**Q:** The trial orbitals were s and p, yet all eight functions come out alike. What am I looking at?

Maximally localised Wannier functions of germanium from s and p trial orbitals, computed with Ansatz 0.2.0 (HSE06, PAW, 420 eV plane-wave cutoff, 6×6×6 k mesh, no spin-orbit coupling) at the r2SCAN geometry. Energies are counted from the valence top; the outer window runs from −26.0 to 16.77 eV and the frozen window from −8.0 to 2.27 eV.

```tsv
row	function spread (angstrom^2)	function on site (eV)	function x (Å)	function y (Å)	function z (Å)
1	1.75600	-0.34900	0.436	0.436	-0.436
2	1.75600	-0.34900	0.983	1.854	0.983
3	1.75600	-0.34900	-0.436	0.436	0.436
4	1.75600	-0.34900	-0.436	-0.436	-0.436
5	1.75600	-0.34900	0.436	-0.436	0.436
6	1.75600	-0.34900	1.854	1.854	1.854
7	1.75600	-0.34900	1.854	0.983	0.983
8	1.75600	-0.34900	0.983	0.983	1.854
```

**A:** Each row is a Wannier function, a compact function built from the band states of the whole crystal. Eight of them per cell make a small model of the bands of germanium. The function spread measures how far a function extends around its own centre, and function x, y and z give that centre. The function on site is the mean energy of an electron in the function, counted from the valence top.

Spread and energy are equal in all rows; only the centres differ. An s and a p function would differ in energy, so the original types have been mixed. The equality reflects the symmetry of the crystal and is no sign of accuracy.

**Q:** Do the functions sit on the atoms or on the bonds?

**A:** They belong to atoms, four to each, but their centres lie off the nuclei. The distance from a centre to its atom is 0.75 Å, against 1.21 Å to the nearest bond middle. The direction is more surprising: each centre lies exactly opposite one of the atom's four bonds. In row 4 all three coordinates are negative, while the neighbour in the same cell lies where all three are positive.

**Q:** Why does localisation mix s and p at all?

**A:** Because mixing moves the centres apart. The spread of one function is

$$\Omega=\langle r^2\rangle-|\langle \mathbf r\rangle|^2 ,$$

where $\mathbf r$ is measured from the atom. The first term is the mean square distance from the atom, and the second is the squared displacement $d^2$ of the centre. If the four functions of an atom are mixed among themselves, the sum of their first terms stays the same. Only the displacements can then lower the total spread.

Separate s and p functions, with the p functions along the cubic axes, gain nothing from this, since the tetrahedral symmetry of the site keeps their centres on the atom. A hybrid of s and p has more weight on one side, so its centre moves out. Four equivalent hybrids move out in four directions, and each saves $d^2$.

**Q:** How much does that save here?

**A:** Undo the mixing on paper. The displacement is $d=0.755$ Å, so $d^2=0.57$ Å². Separate s and p functions would then have a mean spread of $1.756+0.57=2.33$ Å², and the hybrids are about 24% more compact than that.

The estimate applies the formula to the mean of all eight rows and has no adjustable constant; the steps are in the output after this text. The rule for the sum is exact in the limit of a dense k mesh and approximate on the mesh used here. No run with separate s and p functions is at hand to test the result.

**Q:** I learned that germanium has bond orbitals. Where have they gone?

**A:** They appear if only the filled valence bands are used. Those four bands give four functions, one in the middle of each bond, which is the familiar chemical picture. The present model also includes empty bands, and these supply the antibonding partners.

The hydrogen molecule shows the step in its simplest form. Its bonding orbital alone is centred between the atoms. Add the antibonding orbital, and the sum and difference of the two give one function near each atom. The centres have moved apart, so the spread falls by the same rule as before. Hydrogen has no hybrids, but it gives a hint for the next question. The two functions must be orthogonal, so each takes a negative tail on the other atom, and its centre is expected to lie slightly outside the bond, beyond its own nucleus.

**Q:** Then why do these hybrids point away from the bonds? Are they lone pairs?

**A:** They are not lone pairs. Eight valence electrons are shared by eight equivalent functions, so each holds about one electron, whereas a lone pair holds two. The direction of a centre is a matter of how the band states were combined, and the electron density of the crystal doesn't depend on that choice.

Why outward won can be traced in the spread itself. With the s and p orbitals of a free atom, inward and outward hybrids would be equally compact. In the crystal each function must be orthogonal to those of the neighbours, which is expected to push its weight away from the bonds. The tetrahedral site then allows a second contribution to the displacement, from pairs of p functions, besides the one from s and p. It adds to the displacement of one set and subtracts from that of the other, and the set with the longer displacement has the smaller spread. The other set follows from the same functions if the sign of s is changed, and it points inward as long as the s–p contribution is the larger one, as is expected. By symmetry, the squared displacements of its eight centres can't add up to more than the off-diagonal spread of the present set, which is the part that comes from pairs of different functions. That part is 1.67 Å², so the inward centres would lie at most about 0.46 Å from their atoms, against 0.75 Å for the outward ones. A search that also mixes functions of different atoms might still find a lower minimum.

The possible loss is limited, however. Part of the total spread is fixed by the selected band states and remains whatever the mixing. It amounts to 12.30 of 14.04 Å², so no other mixing of the same states could lower the total by more than about 12%.

**Q:** Is the on-site energy a level that I could measure?

**A:** No, it is an average over two kinds of orbital. An ideal hybrid is one quarter s and three quarters p, so its energy is $(E_s+3E_p)/4$, where $E_s$ and $E_p$ are the s and p energies. The coupling between two hybrids on one atom has the size $(E_p-E_s)/4$. The same calculation gives 2.395 eV for it, which puts s and p about 9.6 eV apart.

With the average at −0.35 eV, the s level lies near −7.5 eV and the p level near +2.0 eV. The signs of the couplings, taken together, confirm that s is the lower one. Both are parameters of the model. The bands form only when couplings between atoms are added, so −0.35 eV is neither a band edge nor a defect level.

In gallium arsenide the two atoms differ, and the eight equal energies would split into two groups of four. The arsenic group would lie lower, because arsenic binds its valence electrons more strongly.

**Q:** Which digits can I trust?

**A:** For the on-site energy, the first decimal at best. The model's reported miss in the band levels is 0.03 eV, but that measures how well the bands are reproduced and is not an error bar on this average. Spin-orbit coupling is left out, and it would raise the valence top, the zero of this scale, by roughly 0.1 eV. The value also depends on the two energy windows, and no run with other windows shows by how much. The separate s and p levels deserve more caution still, since the bottom of the valence band and the upper empty bands lie outside the frozen window and are not reproduced exactly by construction.

For the spread, the final zeros in the table carry no information. A spread also depends on the k mesh, and without a denser mesh its convergence can't be judged. I would quote 1.8 Å² and rely, for this choice of band states, on the pattern: four equivalent hybrids on each atom, each displaced opposite one of its bonds.

The analysis program printed:

```
Displacement from the own atom (angstrom) and cosine with its four bonds:
  row  displacement  bond_1  bond_2  bond_3  bond_4
    1        0.7552  0.3333  0.3333  0.3333      -1
    2        0.7543  0.3334  0.3333      -1  0.3333
    3        0.7552  0.3333      -1  0.3333  0.3333
    4        0.7552      -1  0.3333  0.3333  0.3333
    5        0.7552  0.3333  0.3333      -1  0.3333
    6        0.7542      -1  0.3333  0.3333  0.3333
    7        0.7543  0.3334      -1  0.3333  0.3333
    8        0.7543  0.3334  0.3333  0.3333      -1
Mean displacement of a centre from its atom, angstrom: 0.7547
Half the bond length, angstrom: 1.228
Distance from a centre to the nearest bond middle, angstrom: 1.209
Squared displacement, angstrom^2: 0.5696
Estimated mean spread of separate s and p functions, angstrom^2: 2.326
Saving by hybrids against separate s and p, percent: 24.49
Invariant spread per function, angstrom^2: 1.538
Most that any other mixing could still gain per function, angstrom^2: 0.2179
The same as percent of the total spread: 12.41
Sum of the eight printed spreads less the total of the run, angstrom^2: 0.00399
s level of the model from the valence top, eV: -7.534
p level of the model from the valence top, eV: 2.046
Distance from s to p level, eV: 9.58
Rough rise of the valence top by spin-orbit coupling, eV: 0.1
```
